**L2 binding energies of Cu to Cu11+: outer-shell screening and a blind assignment**

The table holds $2p_{1/2}$ binding energies of free copper ions with their relaxation, Breit and QED parts and mean radius, from Dirac-Fock ΔSCF with configuration averaging and no correlation. The program rebuilds the Koopmans value and fits it to the potential of a Slater-screened 3d shell, $K = K_0 - cV$, on the eleven 3d rows with neutral Cu held out, and compares a linear and a free quadratic form. The model reaches 0.69 eV rms against 12.4 eV for the linear form, with systematic residuals above the rounding, and overestimates the 4s step (10.0 against 8.5 eV). About 95 % of the 348.5 eV rise lies in the Koopmans value and 5 % in weaker relaxation. Fitted to all 924 ordered choices of charges for six unlabelled rows, the model prefers the true one at 0.52 eV rms, with the next best at 3.49 eV.

Calculated values. Radial Dirac-Fock and Kohn-Sham solver 2: Dirac-Fock ΔSCF binding energies of the free copper atom and its ions, from the vacuum level, for the average of configuration and without correlation. They include the first-order Breit term with its frequency dependence and QED (self-energy and vacuum polarisation). The nucleus is finite, with an rms radius of 3.8823 fm.

## Numerical check

```python
# Table: L2 (2p1/2) binding energies of free Cu ions, radial Dirac-Fock Delta-SCF,
# configuration average, Breit and QED, no correlation. Tested: loss of the outer-shell
# potential with Slater screening, K = K0 - c*V, and a blind assignment of six rows.
T = {
    'ion': ['Cu', 'Cu+', 'Cu2+', 'Cu3+', 'Cu4+', 'Cu5+', 'Cu6+', 'Cu7+', 'Cu8+', 'Cu9+', 'Cu10+', 'Cu11+'],
    'Z': [29, 29, 29, 29, 29, 29, 29, 29, 29, 29, 29, 29],
    'charge': [0, 1, 2, 3, 4, 5, 6, 7, 8, 9, 10, 11],  # e
    'N': [29, 28, 27, 26, 25, 24, 23, 22, 21, 20, 19, 18],
    'configuration': ['[Ar] 3d10 4s1', '[Ar] 3d10', '[Ar] 3d9', '[Ar] 3d8', '[Ar] 3d7', '[Ar] 3d6', '[Ar] 3d5', '[Ar] 3d4', '[Ar] 3d3', '[Ar] 3d2', '[Ar] 3d1', '[Ne] 3s2 3p6'],
    'level_binding_L2': [958.9, 968.7, 989.3, 1013.5, 1040.9, 1071.2, 1104.2, 1139.9, 1178.1, 1218.8, 1262.0, 1307.4],  # eV
    'level_relaxation_L2': [-28.168, -26.89, -24.464, -22.346, -20.424, -18.639, -16.958, -15.36, -13.832, -12.366, -10.956, -9.5992],  # eV
    'level_breit_L2': [-1.3329, -1.3349, -1.334, -1.3346, -1.3364, -1.339, -1.3421, -1.3457, -1.3493, -1.353, -1.3564, -1.3593],  # eV
    'level_qed_L2': [0.066223, 0.064161, 0.065454, 0.066699, 0.067882, 0.069007, 0.070086, 0.071129, 0.072144, 0.073138, 0.074117, 0.075084],  # eV
    'level_mean_radius_L2': [0.2039, 0.2039, 0.2039, 0.2039, 0.2039, 0.2038, 0.2038, 0.2036, 0.2035, 0.2033, 0.203, 0.2028],  # bohr
}
import numpy as np
from itertools import combinations
from scipy.constants import physical_constants
Ha = physical_constants['Hartree energy in eV'][0]
ion = T['ion']
B, R, Br, Q, r = (np.array(T['level_' + k + '_L2'], float) for k in ('binding', 'relaxation', 'breit', 'qed', 'mean_radius'))
K = B - R - Br - Q                                    # Koopmans value
n = np.array([10, 10, 9, 8, 7, 6, 5, 4, 3, 2, 1, 0.])  # 3d electrons
V = Ha * n * (11 - 0.35 * (n - 1)) / 9                # Slater 3d shell, <1/r> = Z*/9
V[0] += Ha / 3.7                                      # Slater 4s, Z* = n* = 3.7
def fit(cols, y):
    A = np.column_stack([np.ones(len(y))] + cols)
    p = np.linalg.lstsq(A, y, rcond=None)[0]
    return p, y - A @ p
rms = lambda x: float(np.sqrt(np.mean(x**2)))
p, res = fit([-V[1:]], K[1:])
M = p[0] - p[1] * V
print("eV; steps from the previous ion; rounding of binding 0.05 eV, of a step 0.1 eV")
print("ion    binding Koopmans  step:binding Koopmans relax model | Koopmans-model")
for i in range(12):
    s = "%8.1f %6.1f %5.2f %5.1f" % (B[i]-B[i-1], K[i]-K[i-1], R[i]-R[i-1], M[i]-M[i-1]) if i else " " * 27
    print("%-6s %7.1f %7.1f  %s | %+.2f" % (ion[i], B[i], K[i], s, K[i]-M[i]))
w = int(np.argmax(abs(res)))
print("Slater model (3d rows; Cu held out): K0 %.1f eV, c %.3f, rms %.2f eV, worst %s %+.2f eV" % (p[0], p[1], rms(res), ion[w+1], res[w]))
print("unscaled Slater steps: 4s %.1f, first 3d %.1f, last 3d %.1f eV" % (V[0]-V[1], V[1]-V[2], V[10]-V[11]))
print("last/first 3d step: Koopmans %.2f, Slater %.2f" % ((K[11]-K[10])/(K[2]-K[1]), (V[10]-V[11])/(V[1]-V[2])))
pl, rl = fit([-n[1:]], K[1:])
print("fixed radius (linear): %.1f eV per electron, rms %.1f eV, largest %.1f eV" % (pl[1], rms(rl), abs(rl).max()))
pq, rq = fit([-n[1:], (n*(n-1))[1:]], K[1:])
print("free quadratic: a %.2f, b %.3f eV, b/a %.4f (Slater %.4f), rms %.2f eV" % (pq[1], pq[2], pq[2]/pq[1], 0.35/11, rms(rq)))
print("growth of 3d binding step (rounding 0.2 eV):", " ".join("%.1f" % x for x in np.diff(B[1:], 2)))
print("1 hartree/Koopmans step, bohr: 4s %.2f, first 3d %.2f, last 3d %.2f" % (Ha/(K[1]-K[0]), Ha/(K[2]-K[1]), Ha/(K[11]-K[10])))
d = B[-1] - B[0]
print("Cu to Cu11+: binding %+.1f = Koopmans %+.1f (%.1f%%) + relaxation %+.1f (%.1f%%)" % (d, K[-1]-K[0], 100*(K[-1]-K[0])/d, R[-1]-R[0], 100*(R[-1]-R[0])/d))
print("  Breit %+.4f eV, QED %+.4f eV, <r> %+.4f bohr (%.2f%%, rounding 0.00005)" % (Br[-1]-Br[0], Q[-1]-Q[0], r[-1]-r[0], 100*(r[-1]/r[0]-1)))
# further outputs of the same runs (Cu, Cu11+), eV
ex = {'K': (8986.0, 9328.9), 'L1': (1106.3, 1455.1), 'L3': (938.823, 1287.3), 'K-alpha1': (8047.2, 8041.7)}
kraw = (988.322, 1318.3)
print("  other shifts, eV:", ", ".join("%s %+.1f" % (k, v[1]-v[0]) for k, v in ex.items()))
print("  L2-L3 gap: Cu %.1f, Cu11+ %.1f eV" % (B[0]-ex['L3'][0], B[-1]-ex['L3'][1]))
print("  Koopmans rebuilt less run value: Cu %+.2f, Cu11+ %+.2f eV; binding less Koopmans, Cu %.1f eV" % (K[0]-kraw[0], K[-1]-kraw[1], B[0]-K[0]))
S = sorted([1, 2, 4, 5, 6, 11], key=lambda i: B[i])
print("unlabelled rows by binding, eV:", " ".join("%.1f" % B[i] for i in S))
for name, x, f in (("binding", B, "%.1f"), ("Koopmans", K, "%.1f"), ("relaxation", R, "%.2f"), ("Breit", Br, "%+.4f"), ("QED", Q, "%+.4f"), ("<r> (bohr)", r, "%+.4f")):
    print("  gaps in %s:" % name, " ".join(f % g for g in np.diff(x[S])))
out = []
for c in combinations(range(12), 6):
    pp, rr = fit([-V[list(c)]], K[S])
    out.append((rms(rr), c, pp[1]))
out.sort()
print("blind fit of the Slater model to all %d ordered choices of charges:" % len(out))
for o in out[:4]:
    print("  charges %s: rms %.2f eV, c %.3f" % (o[1], o[0], o[2]))
sh = [o for o in out if o[1] == tuple(i - 1 for i in S)][0]
print("  all charges lowered by one %s: rms %.2f eV, c %.3f" % (sh[1], sh[0], sh[2]))
print("true labels:", " ".join(ion[i] for i in S))
assert np.all(np.diff(B) > 0) and np.all(np.diff(R) > 0)
assert np.all(np.diff(B, 2) > 0)
assert abs(K[0]-kraw[0]) < 0.15 and abs(K[-1]-kraw[1]) < 0.15
assert np.ptp(Br) < 0.03 and np.ptp(Q) < 0.03
```

Output:

```
eV; steps from the previous ion; rounding of binding 0.05 eV, of a step 0.1 eV
ion    binding Koopmans  step:binding Koopmans relax model | Koopmans-model
Cu       958.9   988.3                              | +1.98
Cu+      968.7   996.9       9.8    8.5  1.28  10.0 | +0.50
Cu2+     989.3  1015.0      20.6   18.2  2.43  19.4 | -0.68
Cu3+    1013.5  1037.1      24.2   22.1  2.12  22.2 | -0.83
Cu4+    1040.9  1062.6      27.4   25.5  1.92  25.1 | -0.47
Cu5+    1071.2  1091.1      30.3   28.5  1.79  28.0 | +0.05
Cu6+    1104.2  1122.4      33.0   31.3  1.68  30.9 | +0.49
Cu7+    1139.9  1156.5      35.7   34.1  1.60  33.8 | +0.83
Cu8+    1178.1  1193.2      38.2   36.7  1.53  36.6 | +0.87
Cu9+    1218.8  1232.4      40.7   39.2  1.47  39.5 | +0.58
Cu10+   1262.0  1274.2      43.2   41.8  1.41  42.4 | -0.04
Cu11+   1307.4  1318.3      45.4   44.0  1.36  45.3 | -1.28
Slater model (3d rows; Cu held out): K0 1319.6 eV, c 1.362, rms 0.69 eV, worst Cu11+ -1.28 eV
unscaled Slater steps: 4s 7.4, first 3d 14.2, last 3d 33.3 eV
last/first 3d step: Koopmans 2.42, Slater 2.34
fixed radius (linear): 32.3 eV per electron, rms 12.4 eV, largest 22.2 eV
free quadratic: a 44.98, b 1.405 eV, b/a 0.0312 (Slater 0.0318), rms 0.61 eV
growth of 3d binding step (rounding 0.2 eV): 3.6 3.2 2.9 2.7 2.7 2.5 2.5 2.5 2.2
1 hartree/Koopmans step, bohr: 4s 3.19, first 3d 1.50, last 3d 0.62
Cu to Cu11+: binding +348.5 = Koopmans +329.9 (94.7%) + relaxation +18.6 (5.3%)
  Breit -0.0264 eV, QED +0.0089 eV, <r> -0.0011 bohr (-0.54%, rounding 0.00005)
  other shifts, eV: K +342.9, L1 +348.8, L3 +348.5, K-alpha1 -5.5
  L2-L3 gap: Cu 20.1, Cu11+ 20.1 eV
  Koopmans rebuilt less run value: Cu +0.01, Cu11+ -0.02 eV; binding less Koopmans, Cu -29.4 eV
unlabelled rows by binding, eV: 968.7 989.3 1040.9 1071.2 1104.2 1307.4
  gaps in binding: 20.6 51.6 30.3 33.0 203.2
  gaps in Koopmans: 18.2 47.6 28.5 31.3 195.9
  gaps in relaxation: 2.43 4.04 1.79 1.68 7.36
  gaps in Breit: +0.0009 -0.0024 -0.0026 -0.0031 -0.0172
  gaps in QED: +0.0013 +0.0024 +0.0011 +0.0011 +0.0050
  gaps in <r> (bohr): +0.0000 +0.0000 -0.0001 +0.0000 -0.0010
blind fit of the Slater model to all 924 ordered choices of charges:
  charges (1, 2, 4, 5, 6, 11): rms 0.52 eV, c 1.357
  charges (0, 2, 4, 5, 6, 11): rms 3.49 eV, c 1.335
  charges (0, 1, 3, 4, 5, 10): rms 3.60 eV, c 1.500
  charges (0, 1, 3, 4, 5, 9): rms 5.12 eV, c 1.764
  all charges lowered by one (0, 1, 3, 4, 5, 10): rms 3.60 eV, c 1.500
true labels: Cu+ Cu2+ Cu4+ Cu5+ Cu6+ Cu11+
```
